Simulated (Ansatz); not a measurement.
Co: energy change per atom and pressure as volume scale varies

Results calculated with Ansatz 0.2.0, not measured. Plane-wave DFT, scalar-relativistic PAW made under PBE with cores redone for the functional, no dispersion; the given relaxed cell is scaled uniformly, energy at zero smearing counts from the unscaled cell, pressure at the given Fermi-Dirac smearing is positive in compression.

The cell before it is scaled or strained (space group P6_3/mmc, No. 194):
```
Co
1.0
      2.4715     0.0000     0.0000
     -1.2358     2.1404     0.0000
      0.0000     0.0000     8.0825
Co
4
Direct
  1.00000 1.00000 0.00000
  1.00000 1.00000 0.50000
  0.33333 0.66667 0.25000
  0.66667 0.33333 0.75000
```

Settings of every row: spin polarised yes; functional r2SCAN; wave cutoff 500 eV; smearing width 0.05 eV; k mesh 16x16x5.

Atom:
```csv
element,starting moment (Bohr magneton)
Co,1.89
Co,1.89
Co,1.93
Co,1.93
```

Limits: search for a lower magnetic state is off; the cell comes from a prototype or a list of computed structures and needn't be the stable phase.

```csv
row,volume scale,V (Å³/atom),energy change per atom (meV),pressure (GPa),largest site moment (Bohr magneton)
1,0.88,9.406,139.13,38.88,1.83
2,0.92,9.834,56.83,23.02,1.87
3,0.96,10.262,?,?,?
4,1.04,11.117,10.78,-7.9,1.96
5,1.08,11.544,40.81,-14.23,1.98
6,1.12,11.972,85.85,-19.08,2
```

Question: what energy change per atom and pressure should row 3 give?

Worked fit of energy change per atom. Take u = (V_r/V)^(2/3) − 1 with V_r = 11.117 Å³ an atom, which is twice the finite (Eulerian) strain; such expansions in the strain, on which the Birch-Murnaghan equation of state is built, carry the rest volume and the bulk modulus. The shown rows have u = 0.11786, 0.08519, 0, -0.02481, -0.0482. Least squares give energy change per atom = 10.201 − 808.771 × u + 16090.25 × u² meV; a straight line predicts inner rows, each left out in turn, worse (root mean square 46 against 1.7 meV). The rows lie off it by 0.74, -1.24, 0.58, 0.64, -0.72 (root mean square 0.82 meV). The withheld row has u = 0.0548, so the fit gives 10.201 − 808.771 × (0.0548) + 16090.25 × (0.0548)² = 14.20 meV.

The calculation gave 13.34 meV. The fit lies 0.86 meV (6.4 % of the value, 0.67 % of the column's range) above it; its largest miss of a shown row is 1.24 meV.

Worked fit of pressure. Take u = (V_r/V)^(2/3) − 1 with V_r = 11.117 Å³ an atom, which is twice the finite (Eulerian) strain; such expansions in the strain, on which the Birch-Murnaghan equation of state is built, carry the rest volume and the bulk modulus. The shown rows have u = 0.11786, 0.08519, 0, -0.02481, -0.0482. Least squares give pressure = −7.942 + 278.813 × u + 1002.34 × u² GPa; a straight line predicts inner rows, each left out in turn, worse (root mean square 2.8 against 0.093 GPa). The rows lie off it by 0.04, -0.06, 0.04, 0.01, -0.03 (root mean square 0.039 GPa). The pressure vanishes at u = 0.0260, or V = 10.7 Å³ an atom, and there the bulk modulus at fixed shape and fractions is B = −V dP/dV = (2/3)(1 + u) dP/du = 226 GPa. Letting shape and atoms relax would as a rule lower it, by much in layered, chain or molecular crystals. The withheld row has u = 0.0548, so the fit gives −7.942 + 278.813 × (0.0548) + 1002.34 × (0.0548)² = 10.35 GPa.

The calculation gave 10.23 GPa. The fit lies 0.12 GPa (1.2 % of the value, 0.21 % of the column's range) above it; its largest miss of a shown row is 0.06 GPa.

The other values of row 3: largest site moment 1.9 Bohr magneton.
